## Isotopic scaling from a mass-independent surface: HCl and DCl

### One potential, one mass parameter

The clamped-nuclei electronic Hamiltonian contains the electron mass, the nuclear charges and the distance $R$, but no nuclear mass. Its eigenvalue $V(R)$ is common to all isotopologues, and so are the minimum $R_e$, the well depth $D_e$ and every derivative $V^{(n)}(R_e)$. With the diagonal and non-adiabatic couplings dropped, a $^1\Sigma^+$ state obeys

$$-\frac{\hbar^2}{2\mu}u''+\Big[V(R)+\frac{\hbar^2 L}{2\mu R^2}\Big]u=Eu,\qquad L=J(J+1),\quad \frac1\mu=\frac1{m_A}+\frac1{m_B}.$$

Mass enters only through $\epsilon=\hbar/\sqrt\mu$. Let $n=v+\tfrac12$ and measure $E$ from the minimum. The lowest-order semiclassical condition between the turning points, divided by $\sqrt\mu$, is

$$\int_{R_1}^{R_2}\sqrt{2[E-V(R)]-\lambda/R^2}\,dR=\pi\eta,\qquad \eta=\epsilon n,\quad \lambda=\epsilon^2L .$$

Hence $E=F_0(\eta,\lambda)$ with $F_0$ fixed by $V$ alone. Higher semiclassical orders add $\epsilon^2F_1(\eta,\lambda)+\dots$. Comparing the Taylor series of $F_0$ with the Dunham expansion $E/hc=\sum Y_{kl}\,n^kL^l$ gives, at leading order,

$$Y_{kl}\propto\mu^{-p},\quad p=\tfrac k2+l,\qquad Y'_{kl}=\rho^{\,k+2l}\,Y_{kl},\qquad \rho=\sqrt{\mu/\mu'},$$

where the prime marks the substituted species. The exception is $Y_{00}$: since $F_0(0,0)=0$, it starts in $F_1$ and scales as $\rho^2$.

The Kratzer potential $V=hcD_e(1-R_e/R)^2$ shows this structure exactly. With $D_e$ in cm$^{-1}$, $B_e=\hbar/4\pi c\mu R_e^2$ and $b^2=B_e/D_e\propto1/\mu$,

$$\frac{E}{hcD_e}=1-\Big[bn+\sqrt{1+b^2(L+\tfrac14)}\Big]^{-2}=2bn+b^2\big(L+\tfrac14-3n^2\big)+b^3\big[4n^3-3n(L+\tfrac14)\big]+\dots$$

Each power of $n$ brings $b$ and each power of $L$ brings $b^2$. The $\tfrac14$ produces $Y_{00}$ and multiplies $Y_{10}$ by $1-\tfrac32(B_e/\omega_e)^2$.

### The constants in terms of the surface

Write $V=hc\,a_0\xi^2(1+a_1\xi+a_2\xi^2+\dots)$ with $\xi=(R-R_e)/R_e$ and mass-independent $a_i$. The harmonic problem gives $\omega_e=2\sqrt{a_0B_e}$ and $\langle\xi^2\rangle=2nB_e/\omega_e$. The condition $\langle V'\rangle=0$ gives $\langle\xi\rangle=-\tfrac32a_1\langle\xi^2\rangle$, which is inserted in $B_v=B_e\langle1-2\xi+3\xi^2\rangle=B_e-\alpha_en$. The quartic term in first order and the cubic term in second order give $Y_{20}$ and $Y_{00}$. Minimising $a_0\xi^2-2B_eL\xi$ gives $Y_{02}L^2=-B_e^2L^2/a_0$. Collected:

$$\alpha_e=-Y_{11}=-\frac{6B_e^2}{\omega_e}(1+a_1),\qquad \omega_ex_e=-Y_{20}=B_e\Big(\tfrac{15}8a_1^2-\tfrac32a_2\Big),$$

$$\tilde D=-Y_{02}=\frac{4B_e^3}{\omega_e^2},\qquad Y_{00}=\frac{B_e}{8}\Big(3a_2-\tfrac74a_1^2\Big)=\frac{B_ea_1^2-\omega_ex_e}{4}.$$

With $B_e\propto\rho^2$ and $\omega_e\propto\rho$ these scale as $\rho^3$, $\rho^2$, $\rho^4$ and $\rho^2$. The dissociation energy from $v=0$, $J=0$ is $D_0=D_e-E_0$ with $E_0=\tfrac12\omega_e-\tfrac14\omega_ex_e+Y_{00}$, so

$$D_0'-D_0=\tfrac12(1-\rho)\,\omega_e+(1-\rho^2)\big(Y_{00}-\tfrac14\omega_ex_e\big).$$

### Inputs and results

The inputs are approximate atomic masses in u: H 1.007825, D 2.014102, $^{35}$Cl 34.968853, $^{37}$Cl 36.965903; and approximate constants of H$^{35}$Cl in cm$^{-1}$: $\omega_e=2990.9$, $\omega_ex_e=52.82$, $B_e=10.593$, $\alpha_e=0.3072$, with $D_0\approx4.43$ eV. Inverting the formulas defines the model surface: $R_e=1.2746$ Å, force constant $\mu(2\pi c\omega_e)^2=516$ N m$^{-1}$, $a_0=2.111\times10^5$ cm$^{-1}$, $a_1=-2.365$, $a_2=3.67$ and $D_e=4.61$ eV. All of these are shared by the four species below. Energies are in cm$^{-1}$, $\rho$ refers to H$^{35}$Cl, and $\nu_0=\omega_e-2\omega_ex_e$ is the origin of the fundamental.

| | scaling | H$^{35}$Cl | H$^{37}$Cl | D$^{35}$Cl | D$^{37}$Cl |
|---|---|---|---|---|---|
| $\mu$ / u | | 0.97959 | 0.98108 | 1.90441 | 1.91003 |
| $\rho$ | | 1 | 0.99924 | 0.71720 | 0.71615 |
| $\omega_e$ | $\rho$ | 2990.9 | 2988.6 | 2145 | 2142 |
| $\omega_ex_e$ | $\rho^2$ | 52.82 | 52.74 | 27.17 | 27.09 |
| $B_e$ | $\rho^2$ | 10.593 | 10.577 | 5.45 | 5.43 |
| $\alpha_e$ | $\rho^3$ | 0.3072 | 0.3065 | 0.1133 | 0.1128 |
| $10^4\tilde D$ | $\rho^4$ | 5.32 | 5.30 | 1.41 | 1.40 |
| $Y_{00}$ | $\rho^2$ | 1.60 | 1.60 | 0.82 | 0.82 |
| $\nu_0$ | mixed | 2885 | 2883 | 2091 | 2088 |
| $E_0$ | mixed | 1483.8 | 1482.7 | 1067 | 1065 |
| $D_0'-D_0$ | mixed | 0 | 1.1 | 417 | 419 |

These are the model's values. The omitted $Y_{30}$, approximately 0.22 cm$^{-1}$ for H$^{35}$Cl, would add $\tfrac{13}{4}Y_{30}=0.7$ cm$^{-1}$ to $\nu_0$ and $\tfrac18Y_{30}=0.03$ cm$^{-1}$ to $E_0$.

### The trends

**The light atom controls $\mu$.** From the additivity of $1/\mu$, $\partial\ln\mu/\partial\ln m_A=\mu/m_A$. In H$^{35}$Cl this weight is 0.972 for hydrogen and 0.0280 for chlorine. Deuteration therefore brings $\rho$ close to the value for an infinitely heavy partner, $\sqrt{m_H/m_D}=0.7074$, while the heavier chlorine lowers it by only $7.57\times10^{-4}$. In D$^{35}$Cl the chlorine weight rises to 0.0545, and the fractional fall of $\omega_e$ on going to $^{37}$Cl rises to $1.47\times10^{-3}$.

**Absolute chlorine shifts sort by $p$.** For a small substitution, $\delta Y_{kl}=p\,\mu\,Y_{kl}\,\delta(1/m_{\rm Cl})\propto\mu^{1-p}$. The decreases on going from $^{35}$Cl to $^{37}$Cl, in cm$^{-1}$, are:

| | $p$ | in HCl | in DCl | ratio |
|---|---|---|---|---|
| $\omega_e$ | 1/2 | 2.26 | 3.16 | 1.39 |
| $B_e$ | 1 | 0.0160 | 0.0160 | 1 |
| $10^4\alpha_e$ | 3/2 | 7.0 | 5.0 | 0.72 |

The ratios are close to $\rho^{-1}$, $1$ and $\rho$ of D$^{35}$Cl. For $p=1$ the equality is exact within the scaling law, because such a constant is linear in $1/m_A+1/m_B$. The chlorine splitting of the band origin follows as 2.10 cm$^{-1}$ in HCl and 3.00 cm$^{-1}$ in DCl.

**Heavier species are more harmonic and more rigid.** The ratios $\omega_ex_e/\omega_e$, $\alpha_e/B_e$ and $B_e/\omega_e$ all scale as $\rho$. Observable combinations mix powers and do not scale simply. The ratio of the fundamentals of D$^{35}$Cl and H$^{35}$Cl is 0.725, above $\rho$, because the subtracted anharmonic term falls faster than $\omega_e$. The effective length $r_0=R_e\sqrt{B_e/B_0}$ with $B_0=B_e-\tfrac12\alpha_e$ is 1.284 Å for H$^{35}$Cl and 1.281 Å for D$^{35}$Cl although $R_e$ is common; the excess $r_0-R_e$, 0.0093 Å and 0.0067 Å, goes as $\rho$ at leading order.

**The heavier species is more strongly bound.** For D$^{35}$Cl the harmonic term of $D_0'-D_0$ is 423 cm$^{-1}$ and the $\rho^2$ term removes 5.6 cm$^{-1}$. The total, 417 cm$^{-1}$ or 52 meV, puts the model's $D_0$ at 4.48 eV.

### Size of the neglected terms

Two families of corrections are of relative order $1/\mu$. The term $\epsilon^2F_1$ changes $Y_{10}$ and $Y_{01}$ by $(B_e/\omega_e)^2=1.3\times10^{-5}$ times a combination of the $a_i$. The diagonal correction and the non-adiabatic coupling carry $m_e/\mu=5.6\times10^{-4}$. Watson's form absorbs both,

$$Y_{kl}=U_{kl}\,\mu^{-p}\Big[1+\frac{m_e}{m_A}\Delta^A_{kl}+\frac{m_e}{m_B}\Delta^B_{kl}\Big],$$

with $\mu$ built from atomic masses, mass-independent $U_{kl}$, and $\Delta$ typically of order unity for the lowest coefficients.

The choice of mass belongs to the same order. The strict separation puts nuclear masses in $\mu$; atomic masses are conventional because electrons that travel with the nuclei add to their inertia, which is itself a non-adiabatic effect. Removing one electron mass from H and D and seventeen from Cl lowers $\rho^2$ of D$^{35}$Cl by the fraction $2.6\times10^{-4}$, hence $\omega_e$ by 0.28 cm$^{-1}$ and $B_e$ by 0.0014 cm$^{-1}$. This matches the scale $m_e(1/m_H-1/m_D)=2.7\times10^{-4}$ of Watson's bracket and is the reason for rounding $\omega_e$, $B_e$ and $E_0$ in the deuterium columns. For chlorine substitution the scale is $m_e(1/m_{35}-1/m_{37})=8.5\times10^{-7}$, or 0.003 cm$^{-1}$ in $\omega_e$ for $\Delta=1$, so the shift of 2.26 cm$^{-1}$ holds to its printed digits.

The statement about $D_0$ is less sharp, because the diagonal correction makes $D_e$ itself mass dependent. For a free hydrogen atom the nuclear momentum is opposite to that of the electron, and the correction is $m_e/M$ times the electronic kinetic energy of one rydberg. It differs by 30 cm$^{-1}$ between H and D. Only the change of the correction between $R_e$ and the separated atoms enters $D_e$, so 30 cm$^{-1}$ is a scale and not the shift itself, to be set against 417 cm$^{-1}$. A valence change of one rydberg gives 0.09 cm$^{-1}$ for the chlorine pair, against 1.1 cm$^{-1}$. In both substitutions the zero-point term dominates the isotope dependence of $D_0$ by about an order of magnitude on this estimate, and it fixes that dependence to one or two figures.